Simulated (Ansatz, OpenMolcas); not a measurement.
P2H4: methods side by side

P2H4 has 6 atoms, charge 0, and is taken as a singlet. Geometry: relaxed at GFN2-xTB.

```xyz
6

P    -0.2831   -0.1749   -1.0253
P     0.2836    0.1730    1.0229
H    -1.6380    0.0643   -0.7862
H    -0.4417   -1.5496   -0.8459
H     1.6393   -0.0621    0.7896
H     0.4401    1.5493    0.8448
```

Quantity: the vertical energy of the triplet above the singlet, in eV. The values are calculated.

| level | kind | program | value (eV) | less FCI/STO-3G | CPU time (all runs) |
| --- | --- | --- | --- | --- | --- |
| BLYP/STO-3G | GGA | Ansatz | 6.70 | -0.47 | 3.4 s |
| r2SCAN/STO-3G | meta-GGA | OpenMolcas | 6.82 | -0.35 | 17 s |
| r2SCAN0/STO-3G | hybrid meta-GGA | Ansatz | 6.85 | -0.32 | 9.2 s |
| HSE06/STO-3G | range-separated hybrid | Ansatz | 6.83 | -0.34 | 4.7 s |
| RPA@PBE/STO-3G | RPA | Ansatz | 7.09 | -0.08 | 4.8 s |
| MP2/STO-3G | perturbation theory | Ansatz | 7.14 | -0.03 | 0.3 s |
| MRCI(2,2)/STO-3G | multireference | OpenMolcas | 7.21 | +0.04 | 3.6 s |
| CCSD/STO-3G | coupled cluster or CI | Ansatz | 7.18 | +0.01 | 0.46 s |
| FCI/STO-3G | exact in the basis | Ansatz | 7.17 | 0.00 | 6.3 s |

FCI/STO-3G is exact within its basis and frozen core, so for wave-function methods in that basis the difference is their error; functionals converge differently with the basis, so for them it is only a difference. The values span 6.70 to 7.21 eV. All rows use very small basis sets, so none should be taken for the real molecule's value. Times are those of the runs behind each value, whatever else they computed, on shared processors of several kinds: orders of magnitude only.

The wave-function results lie close together around the FCI value of 7.17 eV, with CCSD nearest, and even MP2 is only slightly low. This suggests that neither state has strong near-degeneracy at this geometry: the singlet is essentially a closed shell with two phosphorus lone pairs and a P–P σ bond, and the triplet is well described by one open-shell configuration.

The excitation probably moves an electron from a lone-pair combination into a σ* orbital with P–P antibonding character. The large gap fits the cost of populating such an orbital without letting the nuclei respond, and a minimal basis leaves the excited electron little freedom to relax or spread out.

All four density functionals fall below FCI, BLYP the furthest. Going from r2SCAN to r2SCAN0 raises the gap only from 6.82 to 6.85 eV, so a lack of exact exchange alone does not readily account for the offset. The vertical gap does not show how far the triplet would be stabilised by stretching or breaking the P–P bond.
